Q: I want the energy for bending a B–H bond in ethynylborane, H₂B–C≡C–H, and later in larger relatives where CCSD(T) will be too dear. Can a density functional take its place, and which one?

A: That depends on what the energy is for, so look first at how the errors grow. The scan swings one hydrogen on boron in the molecular plane and holds everything else still. As the H–B–H angle opens, this hydrogen approaches the ethynyl group, and as the angle closes, it approaches the other hydrogen. A real molecule would relax and pay less, so use the table to compare methods and not as a relaxed bending curve.

Rigid scan of the H–B–H bend in ethynylborane (C2H3B), computed with Ansatz 0.2.0 in the gas phase with the def2-TZVPP basis and, for CCSD(T) only, frozen cores. The rest of the molecule is held at its PBE0-D4/def2-TZVP minimum structure, whose energy (at 120.2°) is the zero for each method.

```
bend (°)  CCSD(T) (eV)  PBE-D4 (eV)  PBE0-D4 (eV)  B3LYP-D4 (eV)  PBE0-D4 less CCSD(T) (eV)  T1 diagnostic
    96.2        0.4273       0.3804        0.4056         0.4075                    -0.0217          0.014
   102.2        0.2409       0.2146        0.2296         0.2297                    -0.0113          0.014
   108.2        0.1071       0.0954        0.1028         0.1020                    -0.0043          0.014
   114.2        0.0265       0.0236        0.0260         0.0251                    -0.0005          0.014
   120.2        0.0000       0.0000        0.0000         0.0000                     0.0000          0.014
   126.2        0.0284       0.0255        0.0257         0.0275                    -0.0027          0.014
   132.2        0.1131       0.1012        0.1042         0.1089                    -0.0089          0.014
   138.2        0.2552       0.2284        0.2370         0.2456                    -0.0182          0.015
   144.2        0.4565       0.4083        0.4253         0.4393                    -0.0312          0.015
```

Q: Is CCSD(T) a safe reference here?

A: For this motion, yes. The T1 diagnostic measures how strongly single excitations enter the coupled-cluster wavefunction, and a large value warns that one determinant is a poor start. It stays at 0.014 to 0.015, below the customary warning level of 0.02. No bond is being broken, and the electronic state keeps its character along the scan. CCSD(T) correlates only the valence electrons here, whereas the functionals treat all electrons.

Q: PBE0 is low by 0.031 eV at 144.2° but only by 0.022 eV at 96.2°. Does it fail when the hydrogen comes close to the triple bond?

A: It looks that way, but two simpler errors are enough. Suppose first that the functional resists bending too weakly by the same fraction everywhere. It then gives s times the CCSD(T) energy, with s below one. Suppose also that its minimum lies at a slightly different angle. Let d be the displacement from 120.2°, k the stiffness and δ the position of a minimum on this scale. Counted from d = 0, a parabola then reads

½k(d − δ)² − ½kδ² = ½kd² − kδd

The common zero of the table is the PBE0 structure, so a shift between two minima appears as a term linear in d. Together the two errors give

E(functional) = s · E(CCSD(T)) + g · d

where g is the slope due to the shift.

Q: How can I tell the two apart?

A: Consider the limits. Very close to the minimum the linear term dominates, because the quadratic one dies away faster. Far out the softness dominates. The linear term also changes sign with d, so it drops out when you average two equal displacements on opposite sides. For PBE0 this average is 0.940 of the CCSD(T) value at 12° and again at 24°, so the functional is equally soft for small and large bends.

Q: Does that account for the lopsided error?

A: A least-squares fit of the formula to all nine PBE0 points gives s = 0.940 and g = −0.000166 eV per degree. At 144.2°, where d is 24°, the two parts of the error relative to CCSD(T) are

softness: −0.0598 × 0.4565 eV = −0.0273 eV
shift: −0.000166 eV/° × 24° = −0.0040 eV

Their sum is −0.0313 eV, and the table has −0.0312 eV. At 96.2° the second part changes sign and offsets some of the first. Both points were in the fit, so this shows that the description is consistent; it is not an independent prediction.

The shift itself is harmless: along this frozen path the PBE0 minimum lies only about 0.1° wider than that of CCSD(T). It does, however, flatter PBE0 at 114.2°, where the two errors partly cancel. Judge a functional by both sides of a scan, never by its best point.

Q: Are the other functionals soft as well?

A: Yes, at every displaced angle all three lie below CCSD(T). The same fit makes PBE too soft by about 11%, PBE0 by 6% and B3LYP by 4%. The step from PBE to PBE0 is instructive, because PBE0 is essentially PBE with a quarter of its exchange replaced by exact exchange. That one change removes a little under half of the softness.

Q: Why should exact exchange stiffen a bend?

A: Think of the bend in two stages. If the electrons could not respond, moving the hydrogen would cost the most. In reality they rearrange and recover part of that cost, and the more readily they do so, the softer the bend. A semilocal functional such as PBE leaves each electron partly interacting with itself, which favours densities that are too spread out. The usual argument is that this makes the rearrangement too easy, and that exact exchange curbs it. The energies here agree with that picture but do not test it, since they do not separate the two stages.

The opposite limit is Hartree–Fock, with full exact exchange and no correlation, which tends to make molecules too stiff. A hybrid lies between the two extremes. For a similar bend you could therefore expect PBE0 to be stiffer than PBE.

Q: Then the functional with the most exact exchange should be the best of the three?

A: No, and B3LYP shows why. It contains 20% exact exchange against 25% in PBE0, yet its fitted stiffness is the higher of the two and closer to that of CCSD(T). The semilocal part of the functional matters too, so the fraction is a guide only within one family.

I would not build a general ranking on the lead of B3LYP either. It amounts to less than 2% of the stiffness, for one motion of one molecule. The reference also has only a triple-zeta basis, and correlated methods converge more slowly with the basis than functionals do.

Q: So which errors matter for my work?

A: Start with small distortions. One that costs 0.026 eV, about kT at room temperature, is wrong by only some 0.003 eV with PBE. In a classical Boltzmann weight that is an error of about a tenth, which is often good enough for an estimate. This bend is not classical, though: it is stiff and hydrogen is light, so zero-point motion largely sets its spread at room temperature.

For larger distortions, a common target is 1 kcal/mol, or 0.043 eV. PBE misses it only at the two ends of the scan, where it is low by 0.047 and 0.048 eV. Both hybrids stay within it throughout. If you need 0.01 eV over the whole range, none of the three suffices uncorrected.

Q: And vibrational frequencies?

A: There the small-amplitude limit does not help you. The energy error vanishes with the amplitude, but the fractional error in stiffness remains. A harmonic frequency goes as the square root of the stiffness, so for this motion it would be too low by about 5.5% with PBE, 3% with PBE0 and 2% with B3LYP. A true normal mode mixes several motions, and each method is normally used at its own minimum rather than at a shared structure, so treat these figures as a measure of the problem and not as scale factors.

Q: What do I pay for the better levels?

A: By formal scaling, the work of CCSD(T) grows as the seventh power of the size of the molecule, so doubling the molecule costs a factor of 128. A conventional hybrid grows as the fourth power, which means a factor of 16. PBE avoids the exact exchange and is usually cheaper still. For a molecule as small as this one CCSD(T) is affordable, but that soon changes with size.

Q: Can I combine a cheap scan with a few expensive points?

A: Here you can, because the softness is so uniform. Take CCSD(T) at the minimum and at 12° on either side. Averaged over the two sides, PBE gives 0.8928 of the CCSD(T) energy. Now use that factor to correct the PBE average at 24°:

(0.3804 + 0.4083) eV / 2 = 0.3944 eV
0.3944 eV / 0.8928 = 0.442 eV

The CCSD(T) average at 24° is also 0.442 eV, and it played no part in finding the factor. Three expensive points thus correct the whole scan, and the same three also fix the linear term if you need each side separately. For another motion or another molecule, determine the factor afresh.

Q: And if even three such points are too many?

A: Then use PBE for rough energies of small distortions and a hybrid when you need 1 kcal/mol over a range like this one. Either hybrid will do for that, since both stay within the target over this scan. Expect the bend to come out somewhat too soft, and check at least one small relative against CCSD(T) before you rely on a frequency to a few per cent.
